Where oxygen sits in a lanthanum–yttrium suboxide

The energy over the lowest form listed is the total energy per atom of a relaxed crystal, less that of the most stable crystal in the table. Each structure was relaxed in cell shape and atomic positions with a density functional, without spin. The relaxation keeps the symmetry of the start, so a distortion might still lower any of them. The label "search" in the table covers one form that began as a random cell, the lowest, and five that were built by hand. All six have the same formula, so the differences come only from how the atoms are arranged. They rank these arrangements against one another; whether any of them would survive against ordinary La and Y oxides plus leftover metal was not tested.

Ansatz 0.2.0, DFT with the PBE functional, scalar-relativistic PAW and plane waves to 420 eV, without spin polarisation or a dispersion correction. Cell and atoms of each La2Y2O crystal were relaxed within the symmetry of the start, with Gaussian smearing of 0.1 eV; energies are extrapolated to zero smearing.

```
space group number  found from  atoms in cell  volume per atom (Å³)  closest atoms (Å)  energy over the lowest form listed (meV/atom)
               139      search              5                 27.44              2.310                                              0
               139      search              5                 27.08              2.400                                             23
               156      search              5                 29.49              2.250                                             25
               123      search              5                 26.12              2.420                                             59
               164      search              5                 26.96              2.460                                             63
               164      search              5                 28.88              2.570                                            131
```

With four metal atoms to one oxygen, these crystals are metals with oxygen lodged in holes between the metal atoms. In five rows the hole is octahedral, with six metal neighbours. The form with space group number 156 was built with oxygen in a tetrahedral hole, which has four. The question is which metal atoms should surround the oxygen, and the table seems to give two opposite answers.

The first answer comes from the two forms numbered 164. Both are stacks of hexagonal metal layers with a sheet of oxygen between two layers of the same metal. With six Y atoms around each oxygen the crystal lies at 63 meV/atom; with six La atoms it lies at 131. The gap amounts to about 0.34 eV for each oxygen atom. The direction is familiar chemistry: Y is the smaller ion and binds oxygen at shorter range and more strongly. The exchange also changes the metal layers that touch no oxygen, so the whole gap need not come from these bonds.

The second answer comes from the two forms numbered 139. They are one structure with La and Y exchanged: square layers of La and Y alternate as in a face-centred cubic metal, and oxygen sits within the layers of one kind. In the lowest form of all, oxygen lies in the La layers, with four La around it and one Y above and one below. Exchanging the metals gives it four Y and two La, yet the energy rises by 23 meV/atom.

The distances show what the exchange does to the lattice. In the lowest form the Y atoms are free to move up and down, and they shift about 0.14 Å towards the oxygen, to a short bond of 2.31 Å. This movement asks nothing of the metal layers sideways. La neighbours within a layer stay 3.74 Å apart, close to the spacing in La metal, which is roughly 3.7 Å.

In the exchanged form the four Y atoms lie in the same plane as the oxygen. Each lies midway between two oxygens, so it can come close to both only if the whole layer contracts, and the La layers share the same width. Measured sideways, the spacing within the layers falls to 3.39 Å, about 9% less than in the lowest form, while the crystal grows taller instead. The La atoms can ease part of this squeeze by moving up or down, but the Y atoms are held in flat layers. Even with the contraction, the Y–O bonds reach only 2.40 Å. The exchange thus gives oxygen more Y neighbours but longer bonds to them, in layers that are narrow for both metals. That this strain outweighs the gain from the extra Y is an argument from the geometry; the calculation does not split the energy into such parts.

A simple count shows how much the arrangement matters. Suppose that every Y neighbour in place of La lowers the energy by the same amount, whatever the structure. The two 164 forms fix that amount: 131 − 63 = 68 meV/atom for six neighbours, or about 11.3 for each. With n the number of Y atoms among the six neighbours, the energy over the lowest form would be

E(n) = 131 − 11.3 n  (meV/atom)

The exchange in the 139 structure takes n from 2 to 4, so the energy should fall by 2 × 11.3 ≈ 23 meV/atom. It rises by 23 instead. The 139 forms had no part in fixing the constant, so this is a fair test, and the count fails it even in sign.

The count also places the lowest form at about 108 meV/atom, far above its true place at zero. It puts the other two forms with square layers too high as well, so these share some advantage over the 164 forms. A possible one is the room between oxygen atoms, though the tetrahedral form below does well without it. In the 164 forms oxygen fills a dense sheet with neighbours 3.6 to 3.7 Å apart, whereas the square layers keep them about 5 Å apart. Negatively charged oxygen atoms repel each other, and spreading them out also lets more of the metal atoms bond to oxygen. The metal stacking changes at the same time, however, so the table cannot show how much of the advantage is due to the spacing.

The form numbered 123 shows that the neighbours alone do not settle the energy even among square layers. Its cell and shortest distance fit a cage of four Y and two La, as in the exchanged 139 form, yet it lies 36 meV/atom higher. Here the oxygen atoms stand directly above one another instead of being staggered. Half of the La atoms are held midway between two oxygens, at 2.79 Å from each, and the other half touch none. Symmetry fixes every atom in its place, so La cannot move closer to one oxygen. A distortion that breaks this symmetry might lower the energy, and this row also has the coarsest k-point mesh, so its small gap to the 164 form at 63 meV/atom should not be read as a firm order.

The tetrahedral form is the other irregular case. Its oxygen sheet is nearly as dense as those of the 164 forms, but it lies 38 meV/atom below the better of them. A tetrahedral hole is smaller than an octahedral one, so oxygen finds bonds as short as 2.25 Å while the metal layers keep the wide spacing that suits La. If the neighbours are Y, as so short a distance suggests, this is the same combination that seems to favour the lowest form, reached by another route. Its energy and that of the exchanged 139 form differ by less than the accuracy of about 4 meV/atom, so the two are tied.

The shortest distance in the crystal serves as a rough marker of all this. Among the five octahedral forms the energy rises with it in every step, and a straight line fitted to these five misses by at most 16 meV/atom. The line puts the tetrahedral form 63 meV/atom too low, because four bonds are naturally shorter than six. Nor is the distance a cause in itself, since La–O bonds are longer simply because La is larger. The output below gives the cell distances, the neighbour count and this fit.

For a related arrangement of the same atoms, then, a useful first question is whether Y can approach the oxygen without narrowing the La layers. Counting its Y neighbours is not enough.

Numerical output:

```
Distances from the cells in angstrom:
  row  nearest O to O  metal to metal within a layer  closest atoms  meV/atom over lowest
  139           5.292                          3.742           2.31                     0
  139           4.797                          3.392            2.4                    23
  156           3.734                          3.734           2.25                    25
  123           4.838                          3.421           2.42                    59
  164           3.589                          3.589           2.46                    63
  164           3.712                          3.712           2.57                   131
Y6 cage below La6 cage in the slabs (meV/atom): 68
the same per oxygen atom (meV): 340
gain for each Y neighbour by pair counting (meV/atom): 11.33
pair counting for lowest row with 2 Y neighbours (meV/atom on the table's scale): 108.3
pair counting for second 139 row and 123 row with 4 Y neighbours (meV/atom on the table's scale): 85.67
second 139 row less lowest row by pair counting (meV/atom): -22.67
second 139 row less lowest row as computed (meV/atom): 23
123 row less second 139 row (meV/atom): 36
octahedral Y6 slab less tetrahedral 156 row (meV/atom): 38
La to O distance in the lowest row (angstrom): 2.646
shift of Y towards O from the even layer spacing in the lowest row (angstrom): 0.1436
axial La to O distance in the 123 row (angstrom): 2.79
height over width of the fcc-like cube in the lowest row: 0.9273
height over width of the fcc-like cube in the second 139 row: 1.225
height over width of the fcc-like cube in the 123 row: 1.153
La layer spacing against La metal in the second 139 row (percent and rough): -8.331
rank correlation of volume and energy: -0.08571
fit of E on 5 rows (oct > 0): constant -1192 +/- 161, coefficient of d 512.8 +/- 66; rms 9.71, worst 139 15.8, leave-one-out rms 16.5
  rows outside the fit (model, value, miss): 156 -38.12, 25, -63.1
```
